**1. How strongly does the band gap of InP react to a change of volume?**

By about 0.05 eV for each percent of volume, and expansion makes it smaller.

Zinc-blende InP at the r2SCAN volume and under uniform strain, calculated with Ansatz 0.2.0 using PBE, plane waves and PAW. All runs use a 420 eV wave cutoff, an 8×8×8 k mesh and Fermi–Dirac smearing of 0.02 eV, without spin polarisation or spin–orbit coupling. The shortest distance is that between In and P.

| volume (Å³/atom) | shortest distance (Å) | band gap (eV) | least direct gap (eV) |
| --- | --- | --- | --- |
| 23.711 | 2.488 | 1.038 | 1.038 |
| 23.887 | 2.494 | 0.998 | 0.998 |
| 24.629 | 2.520 | 0.833 | 0.833 |
| 25.771 | 2.558 | 0.586 | 0.586 |
| 28.731 | 2.652 | 0.000 | 0.000 |
| 29.630 | 2.680 | 0.000 | 0.000 |
| 30.047 | 2.692 | 0.000 | 0.000 |

From the smallest cell to the one at 25.771 Å³/atom the volume grows by 8.7 %, and the band gap falls from 1.038 to 0.586 eV. In these four cells the band gap equals the least direct gap, so one pair of levels at one point of the band structure sets the whole trend. That point is Γ, the centre of the Brillouin zone, where every cell of the crystal repeats with the same phase.

**2. Why does stretching the bonds close the gap?**

The lowest empty level at Γ is a single level built from s orbitals of In and P with opposite signs on neighbouring atoms. It is antibonding: the coupling between the atoms pushes it up. Since an s orbital is round and all cells are in phase, the four neighbours of each atom push together. Longer bonds weaken the coupling, and the level sinks.

The top of the valence band is a threefold level, mainly of P p orbitals. A p orbital along a cube axis meets each of the four neighbours partly head-on and partly sideways, and these two couplings have opposite signs. They partly cancel, so the bond length has much less hold on this level.

The calculated levels bear out this difference. Between 23.887 and 29.630 Å³/atom the distance between the bonding and the antibonding s level at Γ shrinks by 2.5 eV. The corresponding distance for the p levels shrinks by only 0.03 eV. So small a change probably has further causes besides the cancellation. Part of the p distance is the energy difference between the p orbitals of In and P, which needs no coupling at all. The sideways coupling should also fade faster with distance than the head-on one, so that less is cancelled in longer bonds. The filled In 4d levels should play a part too: their threefold member has the same symmetry as the valence top and pushes it up, less so in longer bonds. Whatever the share of each cause, the s level comes down towards the p level when the bonds stretch: measured from the twofold In 4d level at Γ, it sinks by 1.4 eV between these two cells, the p level by only 0.26 eV. A gap that shrinks on expansion is therefore to be expected in other zinc-blende crystals whose gap at Γ lies between an antibonding s level and a p-like valence top.

**3. Does the trend stop once the gap reaches zero?**

No, only the printed number stops. At 29.630 Å³/atom the single s level lies 0.17 eV below the threefold p level: the two have changed places. The s level now takes one electron pair, which leaves two pairs for three p levels of equal energy. Cubic symmetry holds those three together, so filled and empty states touch and the gap is exactly zero.

The three zeros thus describe an inverted, zero-gap semimetal, not a gap that has settled at a constant value. For a plot or a fit against strain, the quantity to use is the s level minus the p level at Γ, with its sign. It equals the band gap while the gap is open and turns negative afterwards.

**4. Can one number predict this level difference?**

Yes, over this range, once the difference is known at one volume. Suppose that each small relative change of volume, dV/V, shifts the level difference ΔE by a fixed amount a times dV/V. Adding up these steps gives

ΔE(V) = ΔE(V₀) + a ln(V/V₀),

where V is the volume per atom and V₀ = 25.771 Å³/atom. The constant a is called a deformation potential. A least-squares line through the four cells with an open gap gives a = −5.43 eV.

The cell at 29.630 Å³/atom was not part of that fit, so it is a fair test:

ΔE = 0.586 − 5.43 × ln(29.630/25.771) = −0.17 eV.

The calculated levels give the same value to two digits. A line in V itself, fitted to the same four cells, misses it by 0.09 eV; it treats 1 Å³ alike in small and large cells, although it is a smaller relative change in a larger one. The logarithmic form is still an assumption, and so close a match is partly luck: from cell to cell the slope steepens from about −5.4 to −5.5 eV while the gap is open and eases to about −5.3 eV past the crossing. The printed output after this text shows both fits.

**5. How close is the cell at 28.731 Å³/atom to the crossing?**

Within a few thousandths of an eV. The fitted line puts the crossing at 28.71 Å³/atom, just below this volume, so the levels should already have changed places by a hair. The gap of exactly zero confirms this order: with the s level still on top, a small gap would remain.

The filling of the levels offers a second estimate. The calculation smears the occupations over 0.02 eV, and the Fermi level then adjusts until the right number of electrons is housed. If only the levels at Γ are partly filled, its position at 28.731 Å³/atom puts the s level about 0.005 eV below the p level. The same reasoning reproduces the Fermi level at 29.630 Å³/atom, where the order of the levels is known directly.

The height of the Fermi level above the touching point comes from the smearing and from the single mesh point at Γ. It should not be read as a property of the material.

**6. What would change if PBE also chose the volume?**

The gap would drop by about a quarter. The cell at 25.771 Å³/atom is the unstrained one, but its size comes from another functional, r2SCAN, and PBE still finds it under pressure. A smooth curve through the calculated pressures puts PBE's own zero-pressure volume at 26.45 Å³/atom. There the fitted line gives a gap of 0.44 eV instead of 0.586 eV.

Two PBE gaps for the same compound can therefore differ by more than 0.1 eV merely because the cells differ. A quoted gap needs its volume beside it. Near PBE's zero-pressure volume, the gap rises by about 0.09 eV per GPa of applied pressure.

**7. Which digits can be trusted, and would real InP lose its gap?**

Within PBE, the differences between neighbouring open cells are not noise: the smallest is 0.04 eV, and the points follow a common line far more closely than that. Cutoff and mesh were not varied, so the third decimal is not shown to be converged. As a prediction for the material, even the first digit of the gap fails. The measured gap is roughly 1.4 eV, while PBE gives 0.586 eV at the unstrained volume. The r2SCAN cell is slightly larger than the measured one, which should account for roughly 0.1 eV of this difference; the rest is the error of the functional.

This error is several times larger than the inversion at 29.630 Å³/atom. If it stays of similar size as the crystal expands, the real gap would still be open in all three cells that PBE calls gapless. The closure is then probably an artefact of the functional at these volumes, although the falling trend has a sound physical cause. A hybrid functional or a GW calculation on the stretched cells would test this.

Spin–orbit coupling, which is left out here, would not repair the gap. It splits the valence top by roughly 0.1 eV and raises its upper part, so the open gaps would shrink by a few hundredths of an eV and the crossing would come at a slightly smaller volume. The slope is the useful result, as a first estimate of how a uniform change of volume shifts the gap (strain along one direction or in a plane also splits the valence top), and the absolute gap should come from measurement or from a better level of theory. The slope holds only while the lowest empty level stays at Γ, and PBE is expected to make it somewhat too small.

Numerical output:

```
fit of ds on 4 rows (band_gap > 0): constant 0.5863 +/- 0.0006, coefficient of x -5.425 +/- 0.0098; rms 0.000456, worst 24.629 -0.000782, leave-one-out rms 0.00135
  rows outside the fit (model, value, miss): 28.731 -0.003469, 0, -0.00347; 29.63 -0.1706, -0.1691, -0.00148; 30.047 -0.2464, 0, -0.246
fit of ds on 4 rows (band_gap > 0): constant 6.236 +/- 0.031, coefficient of vol -0.2193 +/- 0.0013; rms 0.00146, worst 24.629 0.00235, leave-one-out rms 0.0044
  rows outside the fit (model, value, miss): 28.731 -0.0641, 0, -0.0641; 29.63 -0.2612, -0.1691, -0.0921; 30.047 -0.3527, 0, -0.353
Gap change from 23.711 to 25.771, eV: -0.452
Volume change from 23.711 to 25.771, percent: 8.688
Gap change per 1 percent of volume, eV: -0.05425
Level difference computed at 29.630, eV: -0.1691
Line in ln V carried to 29.630, eV: -0.1706
Line in V carried to 29.630, eV: -0.2612
Line in ln V carried to 30.047, eV: -0.2464
Crossing volume from the ln V line, A3 per atom: 28.71
Single level below threefold level at 28.731 from filling, eV: 0.00457
Fermi level above threefold level at 29.630 expected from filling, eV: 0.01386
Fermi level above threefold level at 29.630 computed, eV: 0.01409
Change of s pair splitting from 23.887 to 29.630, eV: -2.532
Change of p pair splitting from 23.887 to 29.630, eV: -0.03409
fit of p on 7 rows: constant 1.653 +/- 0.0018, coefficient of x -67.06 +/- 0.029, coefficient of x2 155.4 +/- 0.3, coefficient of x3 -156.6 +/- 2.7; rms 0.00142, worst 23.711 0.00182, leave-one-out rms 0.0035
PBE zero-pressure volume, A3 per atom: 26.45
Gap at PBE zero-pressure volume, eV: 0.4443
Gap rise per GPa at zero pressure, eV: 0.09157
```
